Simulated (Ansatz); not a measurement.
**SnH4 (SMILES [H][Sn]([H])([H])[H]): the energy, rung by rung**

The species is SnH4 (5 atoms), meant as a singlet with charge 0. SMILES: `[H][Sn]([H])([H])[H]`. The shape comes from GFN2-xTB, which is rough for such elements, and wasn't checked as a minimum.

```
atom    x (Å)    y (Å)    z (Å)
  Sn  -0.0010  -0.0002  -0.0005
   H   0.0120  -0.0185   1.6382
   H   1.5407   0.0108  -0.5549
   H  -0.7797   1.3421  -0.5271
   H  -0.7720  -1.3341  -0.5557
```

Each level gives the energy change with the Sn1–H2 bond stretched from 1.639 to 4.097 Å (eV). The values are calculated.

```json
{"level": "HF/STO-3G (restricted)", "kind": "Hartree–Fock", "program": "Ansatz", "value (eV)": "9.54", "less FCI/STO-3G": "+4.97"}
{"level": "PBE/STO-3G (restricted)", "kind": "GGA", "program": "Ansatz", "value (eV)": "6.54", "less FCI/STO-3G": "+1.97"}
{"level": "r2SCAN/STO-3G (restricted)", "kind": "meta-GGA", "program": "Ansatz", "value (eV)": "6.97", "less FCI/STO-3G": "+2.40"}
{"level": "HSE06/STO-3G (restricted)", "kind": "range-separated hybrid", "program": "Ansatz", "value (eV)": "7.32", "less FCI/STO-3G": "+2.75"}
{"level": "B2PLYP/STO-3G (restricted)", "kind": "double hybrid", "program": "Ansatz", "value (eV)": "6.46", "less FCI/STO-3G": "+1.89"}
{"level": "MP2/STO-3G (restricted)", "kind": "perturbation theory", "program": "Ansatz", "value (eV)": "6.10", "less FCI/STO-3G": "+1.53"}
{"level": "CCSDT(Q)/STO-3G (restricted)", "kind": "coupled cluster or CI", "program": "Ansatz", "value (eV)": "4.57", "less FCI/STO-3G": "0.00"}
{"level": "CCSDTQ/STO-3G (restricted)", "kind": "coupled cluster or CI", "program": "Ansatz", "value (eV)": "4.57", "less FCI/STO-3G": "0.00"}
{"level": "FCI/STO-3G", "kind": "exact in the basis", "program": "Ansatz", "value (eV)": "4.57", "less FCI/STO-3G": "0.00"}
```

FCI/STO-3G is exact within its basis and frozen core, so for wave-function methods in that basis the difference is their error; functionals converge differently with the basis, so for them it is only a difference. Spin-restricted single references rise too steeply as a bond breaks, Hartree–Fock most of all. Perturbation and coupled-cluster corrections on them can overshoot downwards. All-electron rows without a relativistic Hamiltonian named are non-relativistic. The first shape isn't each level's own minimum. The values span 4.57 to 9.54 eV. All rows use very small basis sets, so even the best lies far from the true value. In the correlated wave-function rows the outer d shell of Sn is correlated, in sets not made for it.

Stretching the Sn–H bond brings its σ and σ* orbitals close together, so the singlet needs both the σ² and σ*² configurations to place one electron on each fragment. A single closed-shell determinant instead keeps a large ionic H⁻/H⁺ component, which accounts for most of the Hartree–Fock excess of 4.97 eV. MP2 removes much of this but not all, whereas CCSDT(Q) and CCSDTQ reproduce FCI to the printed precision.

Among the functionals, PBE lies below HSE06 probably because semilocal exchange mimics some left–right correlation that exact exchange lacks. B2PLYP, despite its large exact-exchange share, falls slightly lower still, which suggests that its perturbative term compensates.

Even the FCI value of 4.57 eV is well above the known strength of the rather weak Sn–H bond. A likely cause is the fixed, molecule-adapted hydrogen function, which is too compact for a free H atom and so raises the stretched end. Agreement with FCI therefore shows recovered correlation, not an accurate bond energy.
